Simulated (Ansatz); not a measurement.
# A series in volume per atom on Ba

Results calculated with Ansatz 0.2.0, not measured. Periodic Kohn-Sham DFT of a crystal at fixed atoms; pressure and stress are positive in compression; the energy is the free energy less that of spherical unpolarised free atoms; site moments are those in the method's own spheres, positive along +z.

Cell of the first row (space group Im-3m, No. 229):
```
Ba
1.0
     -2.4490     2.4490     2.4490
      2.4490    -2.4490     2.4490
      2.4490     2.4490    -2.4490
Ba
1
Direct
  0.00000 0.00000 0.00000
```

Settings of every row: method all-electron LAPW; functional PBEsol; relativity scalar; k mesh 10x10x10; filling fermi-dirac; smearing width 0.05 eV; basis error target 0.5 meV/atom; nucleus gaussian.

Atom start moment: 0 on all atoms.

Limits: no spin-orbit coupling on heavy atoms.

| row | volume per atom (Å³) | energy less free atoms (eV/atom) | pressure (GPa) |
| --- | --- | --- | --- |
| 1 | 58.75 | -2.1254 | -0.087 |
| 2 | 60 | -2.1239 | -0.273 |
| 3 | 61.25 | -2.1211 | -0.444 |
| 4 | 61.875 | -2.1192 | -0.524 |
| 5 | 62.5 | ? | ? |
| 6 | 63.125 | -2.1146 | -0.674 |
| 7 | 63.75 | -2.1118 | -0.745 |
| 8 | 65 | -2.1055 | -0.877 |
| 9 | 66.25 | -2.0981 | -0.999 |

Question: what energy less free atoms and pressure should row 5 give?

Worked fit of energy less free atoms. Take u = (V_r/V)^(2/3) − 1 with V_r = 62.5 Å³ an atom, which is twice the finite (Eulerian) strain; such expansions in the strain, on which the Birch-Murnaghan equation of state is built, carry the rest volume and the bulk modulus. The shown rows have u = 0.04211, 0.02759, 0.01356, 0.00672, -0.00661, -0.01311, -0.02581, -0.0381. Least squares give energy less free atoms = −2.11704 − 0.3483 × u + 3.741 × u² − 4.3 × u³ eV/atom; a parabola predicts inner rows, each left out in turn, worse (root mean square 7.4e-05 against 2.6e-05 eV/atom). All shown rows lie on it to the printed digit. The withheld row has u = 0, so the fit gives −2.11704 − 0.3483 × (0) + 3.741 × (0)² − 4.3 × (0)³ = -2.1170 eV/atom.

The calculation gave -2.117 eV/atom. The fit meets it to the printed digit.

Worked fit of pressure. Take u = (V_r/V)^(2/3) − 1 with V_r = 62.5 Å³ an atom, which is twice the finite (Eulerian) strain; such expansions in the strain, on which the Birch-Murnaghan equation of state is built, carry the rest volume and the bulk modulus. The shown rows have u = 0.04211, 0.02759, 0.01356, 0.00672, -0.00661, -0.01311, -0.02581, -0.0381. Least squares give pressure = −0.6007 + 11.279 × u + 21.8 × u² GPa; a straight line predicts inner rows, each left out in turn, worse (root mean square 0.011 against 0.00029 GPa). All shown rows lie on it to the printed digit. The withheld row has u = 0, so the fit gives −0.6007 + 11.279 × (0) + 21.8 × (0)² = -0.601 GPa.

The calculation gave -0.601 GPa. The fit meets it to the printed digit.
